The table lists the electron levels of rock-salt BiTe at six points of the Brillouin zone. Band −1 is the highest filled level at that point and band +1 the lowest empty one, and all energies count from the Fermi energy. U and K are the same point by symmetry, so their equal rows count as one result. The questions below run from reading the columns to deciding what the next calculation must contain.

Electron levels of rock-salt BiTe (Fm-3m, measured cell from the COD, a = 6.470 Å), computed with Ansatz 0.2.0 using all-electron LAPW and PBE, scalar-relativistic and without spin polarization, on a 10 × 10 × 10 k mesh with Fermi–Dirac smearing of 0.03 eV. Energies are relative to the Fermi energy; bands are numbered from it at each k point, with degenerate levels repeated.

```tsv
k-point	k in reciprocal vectors	band -4 (eV)	band -3 (eV)	band -2 (eV)	band -1 (eV)	band +1 (eV)	band +2 (eV)	band +3 (eV)
GAMMA	0 0 0	-8.11	-2.54	-2.54	-2.54	2.16	2.16	2.16
X	0.5 0 0.5	-9.94	-5.65	-4.01	-4.01	2.25	3.60	3.60
U	0.625 0.25 0.625	-10.67	-5.28	-3.51	-3.44	1.99	2.00	3.84
K	0.375 0.375 0.75	-10.67	-5.28	-3.51	-3.44	1.99	2.00	3.84
L	0.5 0.5 0.5	-1.59	-0.81	-0.62	-0.62	7.32	7.82	n/a
W	0.5 0.25 0.75	-4.96	-4.96	-1.57	-0.25	3.95	3.95	5.16
```

## 1. Is the step of 7.94 eV at L a band gap?

No. It is the distance from the highest filled to the lowest empty level at one point, and the levels on either side of it change their place in the order of bands from row to row. On the way from GAMMA to L, three further bands sink below the Fermi energy. Band −1 at L is therefore a different band from band −1 at GAMMA.

The valence levels that matter form two sets of three. The lower set comes mainly from the Te 5p orbitals and the upper set mainly from Bi 6p, an assignment argued from electron counting and the order of the atomic levels, not from computed orbital characters. On the full k mesh of the same calculation the lower set never rises above −1.56 eV, and the upper set never falls below −0.81 eV. This tells which set a level near the Fermi energy belongs to.

At GAMMA, X and K the top of the lower set is band −1. At W it is band −2, and at L it is band −4. Anyone who plots the columns as they stand will draw a band that rises by 1.92 eV from GAMMA to L, while the true top of the lower set rises by only 0.95 eV. The remedy is to number the bands from the bottom before joining points.

## 2. Is this crystal a metal or a semiconductor?

It is a metal in this calculation, and counting shows why. Bi brings five valence electrons and Te brings six. The Te 5s band, the Bi 6s band and the three bands of the lower p set hold ten of these eleven. The last electron has to enter the upper set.

It goes where that set lies lowest. At L all three upper levels are filled and at W one is, while at GAMMA, X and K all are empty. There is nevertheless a gap of about 0.75 eV between the two sets, but it lies below the Fermi energy. The crystal conducts because the electron count overshoots this gap.

The practical trap is to inspect the bands at too few points. GAMMA, X and K alone show nothing but steps of 4.7 eV or more across the Fermi energy, which looks like a wide-gap insulator. Only L and W reveal the metal. A count of electrons would have given the warning before any band was drawn: with an odd number per cell and equal numbers of both spins, some band must be partly filled.

## 3. Why do levels come in threes at GAMMA but in ones and twos elsewhere?

A p shell has three orbitals, pointing along x, y and z. At GAMMA the electron wave has the same phase in every cell, so the cube's three axes remain equivalent and the three levels coincide. This holds for the lower set at −2.54 eV and for the upper set at 2.16 eV.

A wave with a direction breaks this equivalence. At X and W one cube axis is set apart from the other two, and at L one body diagonal is. Each set then splits into one single level and one pair. At L, for instance, the upper set has its single level at −0.81 eV and its pair at −0.62 eV.

At K the symmetry is lower still and requires no pairs at all. Bands −2 and −1 nevertheless differ there by only 0.07 eV. Two of the p orbitals have equivalent surroundings at K, and if only the coupling between like p orbitals on nearest neighbours mattered, their levels would coincide. Equal entries in a row may thus reflect symmetry or merely a near balance of couplings, and symmetry should be consulted before a degeneracy is claimed.

## 4. Why are the two sets far apart at GAMMA and close together at L?

Every Te atom has six Bi neighbours, two along each axis. A p orbital on Te overlaps with the like p orbital on each of them, and this coupling drives the two levels apart into a bonding and an antibonding one. How strongly depends on whether the contributions of the six neighbours add or cancel. That is decided by the phase of the electron wave from atom to atom.

At GAMMA all neighbours have the same phase, and a large coupling remains. At L the wave advances by a quarter of a cycle towards the neighbour on one side and falls back by a quarter towards the neighbour opposite. The two contributions are then equal and opposite. This happens along all three axes, so the coupling between like p orbitals vanishes altogether.

The table follows this pattern. The smallest distance from the top of the lower set to the bottom of the upper one is 4.70 eV at GAMMA but 0.78 eV at L. At W the cancellation is complete for one orbital out of three, and there one level of each set comes close to the other, with 1.32 eV between them. The two sets come close where the bonding between the p orbitals is switched off. The bottom of the upper set is at L, but the highest mesh level of the lower set, −1.56 eV, lies at none of the listed points; the couplings are expected to cancel on the way from GAMMA to K as well.

What separates the levels at L and W is mainly the difference between the two atoms: Te holds its p electrons more tightly than Bi. Mixing with the s orbitals of the neighbours shifts the levels as well: the lower-lying s levels push the single level of each set up, which can widen or narrow the spacing, while symmetry keeps the pairs free of this mixing. An s orbital meets opposite lobes of a p orbital on its two sides, so the phases that cancel the p–p coupling at L make the s–p coupling add up. The small spacings there are therefore no pure measure of the difference between the atoms. The pairs at L, untouched by s, are at least 1.29 eV apart, since on the mesh the lowest band of the lower set never rises above −1.91 eV. That the upper single level still lies below its pair shows that further couplings act at L too.

## 5. Can the spacing at GAMMA be predicted from other points?

Yes, with two couplings. Let S be the strength for two p orbitals that point at each other along the bond, and P the strength for two that stand side by side. The two couplings have opposite signs, so at equal phase they work against each other; S and P below stand for their sizes, both positive. Adding the six neighbours with their phases gives these total couplings, apart from an overall sign:

| Point | Levels | Total coupling |
|---|---|---|
| GAMMA | all three | 2S − 4P |
| X | pair | 2S |
| X | single | 2S + 4P |
| W | pair | 2S + 2P |
| W | single | 0 |
| L | all three | 0 |

Two levels with a total coupling V move apart to a distance of about 2V, provided that V is well above their original separation. The small spacings at L and W suggest that this separation is of the order of 1 eV, so it may be neglected where the coupling is strong. The pairs at X are 7.61 eV apart, which is 4S. The pairs at W are 8.91 eV apart, which is 4S + 4P, so 4P is the difference, 1.30 eV.

At GAMMA the distance should be 4S − 8P, or 7.61 − 2 × 1.30 = 5.01 eV. The calculation gives 4.70 eV, so the estimate is about 7 % too large. GAMMA was not used to set the two couplings. The same couplings also give the inner and outer spacings at K to within about 0.3 eV.

The single level at X is where the picture fails. Its two partners should be 10.21 eV apart, yet band +1 lies only 7.90 eV above band −3. Most likely band +1 at X is not the antibonding partner at all but a level built largely from d orbitals, which the model leaves out. The same run has a second threefold level at GAMMA, 4.70 eV above the Fermi energy. Two of its bands have their minimum there, while the third falls to 2.96 eV on the mesh, into the range of the upper set. A plot of that state's orbital character would decide. Until then the model should be trusted only for the kinds of spacing it was checked on, not for every empty level.

## 6. What would spin–orbit coupling change?

It would change the gap and could change the order of levels at L, but not the electron count. Bismuth is heavy, and in the free atom this coupling splits the 6p level by roughly 2 eV, a recalled size. The calculation leaves it out. An effect of that size cannot be treated as a small correction to a gap of 0.75 eV.

At GAMMA the threefold levels would split. At L the single level and the pair of the upper set are only 0.19 eV apart, so they would mix strongly, and the lowest of the resulting levels is expected to move well down. Theory also suggests that the gap below the Fermi energy shrinks, because the lowest Bi level moves down and the highest Te level moves up. A shift of this size could close the gap or carry the lowest Bi level at L below the highest Te level, and only a calculation that includes the coupling can tell which.

The metallic character stands on firmer ground. Spin–orbit coupling adds no electron, and in a nonmagnetic crystal with this symmetry every band still holds two. One electron per cell therefore still leaves a band partly filled. The absence of magnetism is itself an assumption here, since the calculation kept both spins equal.

## 7. What if Pb took the place of Bi, and which digits carry over?

Lead has one valence electron fewer. If the bands kept their shape, the ten remaining electrons would just fill the lower set, and the Fermi energy would drop into the gap. PbTe is indeed a well-known semiconductor with its gap at L. The comparison shows what the extra electron of Bi does: it turns the same bonding pattern into a metal.

The order of the spacings tested above, with the pairs at W furthest apart, then the pairs at X, then GAMMA, should carry over, because it follows from the phases in the rock-salt lattice and the opposite signs of the two couplings. The value of the gap cannot, nor can the order of levels a few tenths of an electronvolt apart. The second decimal is useful for checking a repeat of the same calculation, not for comparison with a measurement. Nor should these bands be laid over data for ordinary BiTe, which has a layered structure instead of this cubic one.

For a new rock-salt compound of this kind, a sound order of work is to count the valence electrons first and then to look at L and W before GAMMA. If a heavy p element is present, spin–orbit coupling belongs in the calculation before any gap is quoted.
